# Electron-transfer rate at a linear (Dirac) density of states

At a metal electrode the density of states $\rho(\varepsilon)$ is nearly flat over the levels that exchange electrons with a redox couple, so it leaves the rate integral as a constant. In graphene it vanishes linearly at the Dirac energy $E_D$, and at the basal plane of graphite it is a small constant plus a linear term. This page derives three results for the non-adiabatic rate.

1. At charge neutrality and for $\lambda \gg k_BT$ the standard rate is the metal rate with $\rho$ read off at $(8G/\pi)\,k_BT = 2.33\,k_BT$ from $E_D$, where $G$ is Catalan's constant.
2. For $|E_F-E_D| \gg k_BT$ the standard rate is proportional to $|E_F-E_D|$.
3. When the acceptor Gaussian lies far below both $E_D$ and $E_F$, the reduction rate grows linearly with its distance from $E_D$, where a metal has a plateau.

## Conventions and premises

The reaction is $\mathrm{O}+e^-\rightleftharpoons \mathrm{R}$, outer sphere, one electron. Energies are in eV. The electrode level energy $\varepsilon$ is counted from the Fermi level $E_F$, so the occupation is $f(\varepsilon)=1/(1+e^{\varepsilon/k_BT})$. The overpotential is $\eta=E-E^{0\prime}$, with $E^{0\prime}$ the formal potential; negative $\eta$ drives reduction, and $e>0$. The doping is $\delta=E_F-E_D$, positive for n-type, so the Dirac point sits at $\varepsilon=-\delta$.

- **P1, weak coupling.** The rate is of second order in the coupling $V_k$ between the acceptor orbital and electrode state $k$ (golden rule).
- **P2, classical linear solvent.** O and R have parabolic free-energy curves of equal curvature along one classical coordinate, with reorganisation energy $\lambda$.
- **P3, energy-independent coupling.** $|V_k|^2=V^2/N$ for all states near $E_D$, where $N$ is the number of carbon atoms in a layer. With $\rho$ counted per atom, $\sum_k|V_k|^2\,\delta(\varepsilon-\varepsilon_k)=V^2\rho(\varepsilon)$. Here $\rho$ counts both spins; if the acceptor takes only one spin, the factor 1/2 is absorbed in $V^2$.
- **P4, equilibrium electrode.** Electrons are independent and Fermi distributed, and the reactant sits outside the compact layer in concentrated electrolyte, so there are no work terms.

## Step 1: rate from one level, then from all levels

Let $q$ be a dimensionless solvent coordinate. The initial state is O with an electron in level $\varepsilon$, the final state is R with that level empty. By P2,

$$U_i=\lambda q^2,\qquad U_f=\lambda(q-1)^2+\Delta G(\varepsilon),\qquad \Delta G(\varepsilon)=e\eta-\varepsilon .$$

The form of $\Delta G$ has three sources. At $\eta=0$, moving an electron from $E_F$ to O costs no free energy, which defines $E^{0\prime}$. Raising the electrode potential by $\eta$ lowers $E_F$ by $e\eta$ against the solution, which adds $e\eta$ to the cost. An electron that starts at $\varepsilon$ above $E_F$ brings $\varepsilon$ with it.

The golden rule needs the thermal average of $\delta(U_f-U_i)$ over $P(q)=\sqrt{\lambda/\pi k_BT}\,e^{-\lambda q^2/k_BT}$. The gap $U_f-U_i=\lambda(1-2q)+\Delta G$ is linear in $q$ with slope $-2\lambda$ and vanishes at $q^*=(\lambda+\Delta G)/2\lambda$. The average is $P(q^*)/2\lambda$:

$$W(\Delta G)=\frac{1}{\sqrt{4\pi\lambda k_BT}}\exp\left[-\frac{(\lambda+\Delta G)^2}{4\lambda k_BT}\right].$$

Summing over occupied levels for reduction, and over empty levels with $\Delta G\to-\Delta G$ for oxidation, gives the Marcus–Gerischer rates in s$^{-1}$ for a reactant at a fixed position:

$$k_{\rm red}=\frac{2\pi V^2}{\hbar}\int d\varepsilon\,\rho(\varepsilon)\,f(\varepsilon)\,W(e\eta-\varepsilon),\qquad k_{\rm ox}=\frac{2\pi V^2}{\hbar}\int d\varepsilon\,\rho(\varepsilon)\,[1-f(\varepsilon)]\,W(\varepsilon-e\eta).$$

As a function of $\varepsilon$, $W(e\eta-\varepsilon)$ is a normalised Gaussian centred at $\varepsilon_c=\lambda+e\eta$ with standard deviation $\sigma=\sqrt{2\lambda k_BT}$. This is the acceptor Gaussian.

## Step 2: symmetric form of the integral

Use reduced variables $x=\varepsilon/k_BT$, $u=e\eta/k_BT$, $d=\delta/k_BT$, $\Lambda=\lambda/k_BT$. Expanding the square,

$$\frac{(\Lambda+u-x)^2}{4\Lambda}=\frac{\Lambda}{4}+\frac{u}{2}-\frac{x}{2}+\frac{(x-u)^2}{4\Lambda}.$$

The factor $e^{x/2}$ combines with the Fermi function into an even function,

$$f\,e^{x/2}=(1-f)\,e^{-x/2}=\frac{1}{2\cosh(x/2)}\equiv w(x).$$

For oxidation the same expansion holds with the signs of $u/2$ and $x/2$ reversed. With $d\varepsilon=k_BT\,dx$ and $k_BT/\sqrt{4\pi\lambda k_BT}=1/\sqrt{4\pi\Lambda}$,

$$k_{\rm red/ox}=\frac{2\pi V^2}{\hbar}\,\frac{e^{-\Lambda/4}\,e^{\mp u/2}}{\sqrt{4\pi\Lambda}}\int dx\,\rho\;w(x)\,e^{-(x-u)^2/4\Lambda}.$$

Both directions share one integral, so $k_{\rm red}/k_{\rm ox}=e^{-u}$ for any $\rho$: the density of states changes the kinetics and leaves the Nernst equilibrium alone. At $u=0$ the two rates equal the standard rate $k^0$. Writing $g(x)=e^{-x^2/4\Lambda}$,

$$k^0=\frac{2\pi V^2}{\hbar}\,\frac{e^{-\Lambda/4}}{\sqrt{4\pi\Lambda}}\;J_0\;\rho_{\rm eff},\qquad J_0=\int dx\,w\,g,\qquad \rho_{\rm eff}=\frac{1}{J_0}\int dx\,\rho\,w\,g .$$

This is exact within P1–P4. For constant $\rho$ one has $\rho_{\rm eff}=\rho$, and the expression is the metal formula. Any other electrode obeys the metal formula with $\rho$ replaced by its average over the window $w\,g$. The window is even in $x$. The factor $w$ falls as $e^{-|x|/2}$ and $g$ has width $\sqrt{2\Lambda}$, so for $\Lambda\gg1$ the factor $w$ sets the window and $g\to1$ inside it.

All integrals over $w$ follow from the geometric series, valid for $x>0$,

$$w(x)=\frac{e^{-x/2}}{1+e^{-x}}=\sum_{n=0}^{\infty}(-1)^n e^{-(n+1/2)x}.$$

Its partial sums lie between 0 and $e^{-x/2}$, so dominated convergence allows term-by-term integration against any power of $x$:

$$\int_{-\infty}^{\infty}|x|^p\,w\,dx=2\,p!\sum_n\frac{(-1)^n}{(n+1/2)^{p+1}}=2^{p+2}\,p!\;\beta_D(p+1),\qquad \beta_D(s)=\sum_{n=0}^\infty\frac{(-1)^n}{(2n+1)^s}.$$

With $\beta_D(1)=\pi/4$, $\beta_D(2)=G=0.91597$, $\beta_D(3)=\pi^3/32$ and $\beta_D(4)=0.98894$, the moments for $p=0,1,2,3$ are $\pi$, $8G$, $\pi^3$ and $192\,\beta_D(4)$. The first gives $J_0\to\pi$ for $\Lambda\to\infty$ and the familiar metal limit

$$k^0_{\rm metal}=\frac{2\pi V^2\rho}{\hbar}\sqrt{\frac{\pi k_BT}{4\lambda}}\;e^{-\lambda/4k_BT}.$$

## Step 3: the Dirac density of states

Near each of the two valleys $\varepsilon+\delta=\pm\hbar v k$. With two spins and two valleys, the number of states per area inside radius $k$ is $4\pi k^2/(2\pi)^2=k^2/\pi$. Substituting $k=|\varepsilon+\delta|/\hbar v$ and differentiating,

$$\rho_A=\frac{2|\varepsilon+\delta|}{\pi\hbar^2v^2}\ \text{ per area},\qquad \rho=a\,|\varepsilon+\delta|\ \text{ per atom},\qquad a=\frac{2A_C}{\pi\hbar^2v^2},$$

where $A_C$ is the area per carbon atom. The window average is $\rho_{\rm eff}=a\,\varepsilon_{\rm eff}$, which defines the effective energy

$$\frac{\varepsilon_{\rm eff}}{k_BT}=\frac{1}{J_0}\int dx\,|x+d|\,w\,g .$$

It is the distance from $E_D$ at which $\rho$ must be read for use in the metal formula.

## Step 4: charge neutrality

Charge neutrality at the standard potential means $d=0$ at $u=0$: the formal potential of the couple coincides with the neutrality potential of the electrode. For $\Lambda\to\infty$ the numerator is the first moment and the denominator the zeroth:

$$\varepsilon_{\rm eff}=\frac{8G}{\pi}\,k_BT=2.33\,k_BT .$$

The rate is finite although $\rho(E_F)=0$. Half of it comes from levels above $E_D$, which are rarely occupied but have a lower barrier, and half from valence levels, which are mostly occupied but have a higher barrier; the evenness of $w$ expresses this balance. Because $\rho_{\rm eff}\propto T$, the prefactor of $e^{-\lambda/4k_BT}$ scales as $T^{3/2}$, against $T^{1/2}$ for a metal.

The correction for finite $\lambda$ is not small. Put $g\approx1-x^2/4\Lambda$ in both integrals, with $J_1=\int|x|\,w\,g\,dx$:

$$J_0\approx\pi\left(1-\frac{\pi^2}{4\Lambda}\right),\qquad J_1\approx8G\left(1-\frac{6\beta_D(4)}{G\Lambda}\right).$$

The coefficients are $\pi^2/4=2.467$ and $6\beta_D(4)/G=6.478$. The second is larger because the factor $|x|$ weights the wings, where $g$ cuts most. The ratio is

$$\varepsilon_{\rm eff}\approx\frac{8G}{\pi}k_BT\left(1-4.01\,\frac{k_BT}{\lambda}\right).$$

To this order a 5 % correction needs $\Lambda\approx80$, about 2 eV at room temperature. The expansion in $1/\Lambda$ is asymptotic, since the moments of $w$ grow as $p!$, and for common values of $\lambda$ the integrals should be done numerically. For $\lambda=0.80$ eV and 298.15 K, $\Lambda=31.14$; quadrature gives $J_0=2.931$, $J_1=6.153$ and $\varepsilon_{\rm eff}=2.10\,k_BT$, while the first-order formula gives $2.03\,k_BT$.

## Step 5: arbitrary doping

The result is even in $d$ because the window is even, so take $d\ge0$. Use $|x+d|=(x+d)-2(x+d)\,\Theta(-x-d)$, with $\Theta$ the unit step. The term $x\,w\,g$ is odd and integrates to zero, and $x\to-x$ in the last term gives

$$\int dx\,|x+d|\,w\,g=d\,J_0+2\int_d^\infty(x-d)\,w\,g\,dx .$$

Dividing by $J_0$,

$$\varepsilon_{\rm eff}=|\delta|+\frac{2k_BT}{J_0}\int_{|d|}^\infty(x-|d|)\,w\,g\,dx .$$

The second term is positive and collects the levels on the far side of the Dirac point. For $\Lambda\to\infty$ insert the series for $w$ and use $\int_d^\infty(x-d)e^{-bx}dx=e^{-bd}/b^2$ with $b=n+1/2$:

$$\varepsilon_{\rm eff}=|\delta|+\frac{8k_BT}{\pi}\,\mathrm{Ti}_2\!\left(e^{-|\delta|/2k_BT}\right),\qquad \mathrm{Ti}_2(z)=\sum_{n=0}^\infty\frac{(-1)^nz^{2n+1}}{(2n+1)^2}.$$

At $\delta=0$, $\mathrm{Ti}_2(1)=G$ returns Step 4.

**Large doping.** Since $w\,g\le e^{-x/2}$, the extra term is at most $(8k_BT/J_0)\,e^{-|d|/2}$ for any $\lambda$. Hence $\varepsilon_{\rm eff}\to|\delta|$ and

$$k^0\to k^0_{\rm metal}\big[\rho(E_F)\big]\propto|E_F-E_D| ,$$

provided the finite-$\Lambda$ value of $J_0$ is kept in the metal formula. This limit needs no assumption on $\lambda$: a linear function averaged over an even window returns its central value. The approach goes as $e^{-|\delta|/2k_BT}$, with half the exponent of a Boltzmann factor. For $\Lambda\to\infty$ the extra term is 4 % of $|\delta|$ at $|d|=5$ (128 meV at 298.15 K) and 0.2 % at $|d|=10$.

**Small doping.** The second derivative of $|x+d|$ with respect to $d$ is twice a delta function at $x=-d$, so the second derivative of the integral is $2w(d)g(d)$, which is 1 at $d=0$. Therefore

$$\varepsilon_{\rm eff}(\delta)\approx\varepsilon_{\rm eff}(0)+\frac{\delta^2}{2J_0k_BT},$$

with $J_0\to\pi$ for large $\Lambda$. The kink of $\rho$ becomes a smooth parabolic minimum in $k^0$.

## Step 6: large driving force

Return to the unsymmetrised form and count energy from the Dirac point, $y=\varepsilon+\delta$. The acceptor Gaussian $\mathcal N(y)$ has width $\sigma$ and centre

$$m=\lambda+e\eta+\delta ,\qquad k_{\rm red}=\frac{2\pi V^2}{\hbar}\int dy\,\rho(y)\,f(y-\delta)\,\mathcal N(y).$$

**Metal.** When $\varepsilon_c=m-\delta$ lies several $\sigma$ below $E_F$, $f=1$ wherever $\mathcal N$ has weight, the Gaussian integrates to 1, and $k_{\rm red}\to2\pi V^2\rho/\hbar$. This is the plateau: more driving force moves the Gaussian over levels that are equally dense and equally full.

**Dirac, all sampled levels full.** Setting $f=1$ leaves the mean of $|y|$ over a Gaussian. Split at $y=0$, substitute $y=m+\sigma t$, and use $\int t\,e^{-t^2/2}dt=-e^{-t^2/2}$:

$$\langle|y|\rangle=\sigma\sqrt{\frac{2}{\pi}}\,e^{-m^2/2\sigma^2}+m\,\mathrm{erf}\!\left(\frac{m}{\sigma\sqrt2}\right).$$

For $m\ll-\sigma$ the first term vanishes, the erf tends to $-1$, and

$$k_{\rm red}\to\frac{2\pi V^2}{\hbar}\,a\,|m|=\frac{2\pi V^2}{\hbar}\,a\,\big(e|\eta|-\lambda-\delta\big).$$

**What was dropped.** Subtracting $\int(-y)\mathcal N\,dy=|m|$ from the full integral leaves

$$\int_0^\infty y\,(1+f)\,\mathcal N\,dy-\int_{-\infty}^0|y|\,(1-f)\,\mathcal N\,dy .$$

The first piece is a Gaussian tail beyond $E_D$, of order $e^{-m^2/2\sigma^2}$. In the second, below $E_F$ one has $1-f\approx e^{\varepsilon/k_BT}$, and the logarithmic slope of $(1-f)\mathcal N$ is $1/k_BT-(\varepsilon-\varepsilon_c)/\sigma^2$. This is positive while $\varepsilon-\varepsilon_c<\sigma^2/k_BT=2\lambda$. For $|\varepsilon_c|<2\lambda$ the product therefore peaks near $E_F$, and the piece is at most of order $e^{-\varepsilon_c^2/2\sigma^2}$; further down it keeps falling exponentially. Two conditions are thus needed: $m\ll-\sigma$ and $\varepsilon_c\ll-\sigma$. On a p-doped electrode a Gaussian can lie far below $E_D$ and still above $E_F$; it then sits over empty levels, the rate is activated, and the linear law does not apply. The mirror statement holds for oxidation, with the donor Gaussian far above both energies.

**A dip on n-doped samples.** $\langle|y|\rangle$ is even in $m$ and has its minimum $\sigma\sqrt{2/\pi}$ at $m=0$. If $\delta$ is several $\sigma$, the Gaussian first drops below $E_F$ at positive $m$, and the rate then falls with driving force until the centre crosses $E_D$.

**Linear in $m$ is not the same as linear in $\eta$.** The doping moves with the potential. A charge increment $dQ$ per area changes the compact-layer drop by $dQ/C_H$ and the doping by $d\delta=-e\,dQ/C_Q$, where $C_Q$ is the quantum (or space-charge) capacitance, and $d\eta=dQ\,(1/C_H+1/C_Q)$. Hence

$$\frac{d\delta}{d(e\eta)}=-\frac{C_H}{C_H+C_Q},\qquad \frac{dm}{d(e\eta)}=\frac{C_Q}{C_H+C_Q}.$$

Only the compact-layer share of the potential moves the acceptor against the bands. For a monolayer with $|\delta|\gg k_BT$, $C_Q=e^2\rho_A(E_F)$, which is 7.1 µF cm$^{-2}$ at $\delta=0.3$ eV for the approximate velocity $v=1.0\times10^6$ m s$^{-1}$. With a typical $C_H$ of 20 µF cm$^{-2}$ the share is 0.26. The rate in this regime still rises without a plateau, since $dm/d\eta>0$, but it is linear in $\eta$ only if $\delta$ is held fixed (by a second gate, say) or if $C_Q\gg C_H$.

## Step 7: basal-plane graphite

Model the top layer by $\rho=\rho_0+s\,|\varepsilon+\delta|$. The window average is linear in $\rho$, so Steps 4–6 carry over:

$$\rho_{\rm eff}=\rho_0+s\,\varepsilon_{\rm eff}=s\,(\varepsilon^*+\varepsilon_{\rm eff}),\qquad \varepsilon^*=\rho_0/s ,$$

and at large driving force $k_{\rm red}\to(2\pi V^2/\hbar)\,s\,(\varepsilon^*+|m|)$. The growth with $|\delta|$ or $|m|$ is now a straight line with an offset, and relative rates depend only on $\varepsilon^*$.

Values of $\rho_0$ and $s$ follow from the simplest tight-binding picture of Bernal (AB) stacking. In each layer one sublattice, the dimer sites, lies directly above and below atoms of the neighbouring layers and couples to them by a hopping $\gamma_1$. The other sublattice couples only in plane. At in-plane wave vector $k$ from a valley, the two sites of a layer are coupled by a matrix element of modulus $p=\hbar vk$; its phase can be absorbed in the non-dimer orbital of each layer. The dimer sites of layers $n=1,2,\dots$ form a chain that ends at the surface, with standing waves $\sin n\theta$, $0<\theta<\pi$, and energies $\Gamma_\theta=2\gamma_1\cos\theta$. Each $\theta$ gives a $2\times2$ block with diagonal elements $\Gamma_\theta$ and 0 and off-diagonal element $p$, so

$$y\,(y-\Gamma_\theta)=p^2 .$$

For $y>0$ a state exists if $\Gamma_\theta<y$. The count $k^2/\pi=p^2/\pi\hbar^2v^2$ of Step 3, differentiated with respect to $y$, gives the density $a\,(y-\Gamma_\theta/2)$ per atom of one layer. The standing wave has weight $2\sin^2\theta$ on layer 1 relative to the average layer, since $\sin^2n\theta$ averages to 1/2 over $n$. Thus

$$\rho_{\rm top}(y)=\frac{a}{\pi}\int_0^\pi d\theta\;2\sin^2\theta\,(y-\gamma_1\cos\theta)\,\Theta(y-2\gamma_1\cos\theta),$$

and $\theta\to\pi-\theta$ shows that $\rho_{\rm top}$ is even in $y$. The range $\theta>\pi/2$ always contributes. There $\int2\sin^2\theta\,d\theta=\pi/2$ and $\int2\sin^2\theta\,|\cos\theta|\,d\theta=2/3$, which gives $(a/2)(y+4\gamma_1/3\pi)$. The range $\theta<\pi/2$ contributes only for $\psi=\pi/2-\theta<y/2\gamma_1$ at small $y$, and $(2a/\pi)\int_0^{y/2\gamma_1}(y-\gamma_1\psi)\,d\psi=3ay^2/4\pi\gamma_1$. So

$$\rho_{\rm top}\approx\frac a2\left[\frac{4\gamma_1}{3\pi}+|y|+\frac{3y^2}{2\pi\gamma_1}\right]\quad(|y|\ll2\gamma_1),\qquad \rho_{\rm top}=a|y|\quad(|y|\ge2\gamma_1).$$

The second form follows because the step function is then 1 everywhere and the cosine term integrates to zero. The constant-plus-linear model keeps the first two terms: $s=a/2$ and $\varepsilon^*=4\gamma_1/3\pi$. For a bulk layer the weight is 1 in place of $2\sin^2\theta$, and the same integral gives $\varepsilon^*=2\gamma_1/\pi$.

## Range of validity

- **Coupling strength (P1).** The level width $2\pi V^2\rho_{\rm eff}$ must be far below $k_BT$, and the corresponding rate $2\pi V^2\rho_{\rm eff}/\hbar$ far below the solvent relaxation rate, typically of order $10^{12}$ s$^{-1}$ in water. In the opposite, adiabatic limit the rate is set by solvent motion over the barrier and is no longer proportional to $\rho$; none of the three results survives.
- **Solvent (P2).** Modes with $\hbar\omega>k_BT$ replace the single Gaussian by a sum of shifted ones. This matters most in Step 6, where channels that leave R vibrationally excited have centres shifted upward and must each meet the two conditions.
- **Coupling shape (P3).** The results hold for the product $V^2\rho$. They need a coupling that stays finite at $E_D$, as for an acceptor above one atom or in a low-symmetry position. A fully symmetric orbital above a hexagon centre couples to the sum of the six amplitudes, which vanishes at the valley point and grows as $k$; the product then goes as $|y|^3$. Over the range of several tenths of an eV probed in Step 6, the tunnelling barrier also grows for deeper levels, which lowers $V^2$ and bends the straight line downward.
- **Size of $\lambda$.** The number 2.33 carries the relative correction $-4.01\,k_BT/\lambda$ to first order. The large-doping law has no such restriction.
- **Linearity of the band.** In the nearest-neighbour model the in-plane hopping is $\gamma_0=2\hbar v/(\sqrt3\,a_{\rm lat})=3.09$ eV for the inputs below, where $a_{\rm lat}$ is the lattice constant. The leading relative correction to $a|y|$ is $y^2/3\gamma_0^2$ (quoted, not derived here), 0.035 at 1 eV, and the density peaks at $|y|=\gamma_0$. The absence of a plateau is a statement about $|m|$ well below $\gamma_0$.
- **Inhomogeneous doping.** A small spread of local $\delta$ about neutrality adds $\langle\delta^2\rangle/2J_0k_BT$ to $\varepsilon_{\rm eff}$. In graphite the next-nearest-layer hopping, approximately 0.02 eV in magnitude, shifts the band edges by amounts of that order. A shift of 0.02 eV adds 2.5 meV (with $J_0=\pi$), small against $\varepsilon^*$. The other omitted interlayer hoppings change $\rho_0$ itself, so $\varepsilon^*$ is a model input whose influence is shown below.
- **Band bending and defects.** In graphite $\delta$ varies with depth when the surface is charged; the value meant here is the one at the top layer, and the rigid-stack derivation of Step 7 then holds only roughly. Step edges and defects add local states and their own couplings, and are outside the model.

## Numerical illustration

Inputs, all approximate or chosen for illustration: $T=298.15$ K, $\lambda=0.80$ eV, $v=1.0\times10^6$ m s$^{-1}$, $a_{\rm lat}=2.46$ Å, $\gamma_1=0.39$ eV, $V=10$ meV, and a typical decay constant $\beta=1.0$ Å$^{-1}$ for $V^2$ with distance.

Derived quantities: $k_BT=25.693$ meV, $\hbar v=6.582$ eV Å, $A_C=\sqrt3\,a_{\rm lat}^2/4=2.620$ Å$^2$, $a=0.0385$ eV$^{-2}$ per atom, $s=0.0193$ eV$^{-2}$ per atom, $\varepsilon^*=166$ meV and $\rho_0=3.2\times10^{-3}$ eV$^{-1}$ per atom.

The table lists the effective energy from the closed form of Step 5 and from quadrature at $\Lambda=31.14$. The last two columns use the quadrature value and are proportional to $k^0$.

| $\delta$ (meV) | $\varepsilon_{\rm eff}$, $\Lambda\to\infty$ (meV) | $\varepsilon_{\rm eff}$, $\lambda=0.80$ eV (meV) | $\rho_{\rm eff}$, monolayer ($10^{-3}$ eV$^{-1}$) | $\rho_{\rm eff}$, graphite model ($10^{-3}$ eV$^{-1}$) |
|---|---|---|---|---|
| 0 | 59.9 | 53.9 | 2.1 | 4.2 |
| 50 | 74.4 | 69.3 | 2.7 | 4.5 |
| 100 | 109.3 | 106.1 | 4.1 | 5.2 |
| 200 | 201.3 | 200.5 | 7.7 | 7.0 |

At neutrality the linear term carries 25 % of the graphite rate. Using $2.33\,k_BT$ in place of the finite-$\lambda$ value raises $\rho_{\rm eff}$ by 11 % for the monolayer and by 3 % for graphite. Replacing $J_0$ by $\pi$ raises either rate by a further 7 %.

Between $\delta=0$ and 200 meV the standard rate rises by a factor 3.7 for the monolayer and 1.7 for the graphite model. The second figure of the graphite factor is soft. The dropped quadratic term averages to $3(\delta^2+\pi^2k_B^2T^2)/2\pi\gamma_1$, using the second moment of $w$ for large $\Lambda$. This is 8 meV at neutrality, 4 % of $\varepsilon^*+\varepsilon_{\rm eff}$, and 57 meV at 200 meV, 16 % of it, and it lifts the factor to about 1.9. The bulk value $\varepsilon^*=248$ meV, without the quadratic term, gives 1.5. The crossing of the last two columns in the bottom row is within this uncertainty and has no meaning.

The absolute rate at neutrality for the graphite model is a product of three factors: $2\pi V^2\rho_{\rm eff}/\hbar=4.0\times10^{9}$ s$^{-1}$, $J_0/\sqrt{4\pi\Lambda}=0.148$ and $e^{-\Lambda/4}=4.16\times10^{-4}$, so $k^0=2.5\times10^{5}$ s$^{-1}$. The level width is 2.7 µeV, so P1 holds with a wide margin. For a dissolved couple of uniform concentration beyond the closest approach $z_0$, with $V^2\propto e^{-\beta(z-z_0)}$, the heterogeneous rate constant is $\int_{z_0}^\infty k^0(z)\,dz=k^0/\beta=2.5\times10^{-3}$ cm s$^{-1}$. It scales as $V^2$, which was chosen freely, so only the ratios above are predictions of the model.

For large driving force, $\sigma=0.203$ eV, $3\sigma=0.61$ eV, and the floor of the dip would be $\sigma\sqrt{2/\pi}=0.16$ eV. Hold $\delta=0$ and go from $\eta=-1.4$ V to $-1.6$ V, so that $m$ goes from $-0.6$ to $-0.8$ eV. Quadrature of the full integral with the Fermi function gives rate ratios of 1.00 for a metal, 1.33 for the monolayer and 1.26 for the constant-plus-linear model, matching the asymptotic forms $0.8/0.6$ and $(\varepsilon^*+0.8\ \text{eV})/(\varepsilon^*+0.6\ \text{eV})$ to the figures shown. At these energies the graphite parameters fixed near $E_D$ no longer apply: beyond $2\gamma_1=0.78$ eV the top layer has the monolayer density $a|y|$, and at 0.8 eV the two-term model gives only 60 % of it. The linear regime therefore occupies a narrow window, from $|m|\approx3\sigma$ to about 1 eV, where the slope for graphite approaches $a$ and not $a/2$, and where the share $C_Q/(C_H+C_Q)$ decides how much overpotential is needed to reach a given $m$.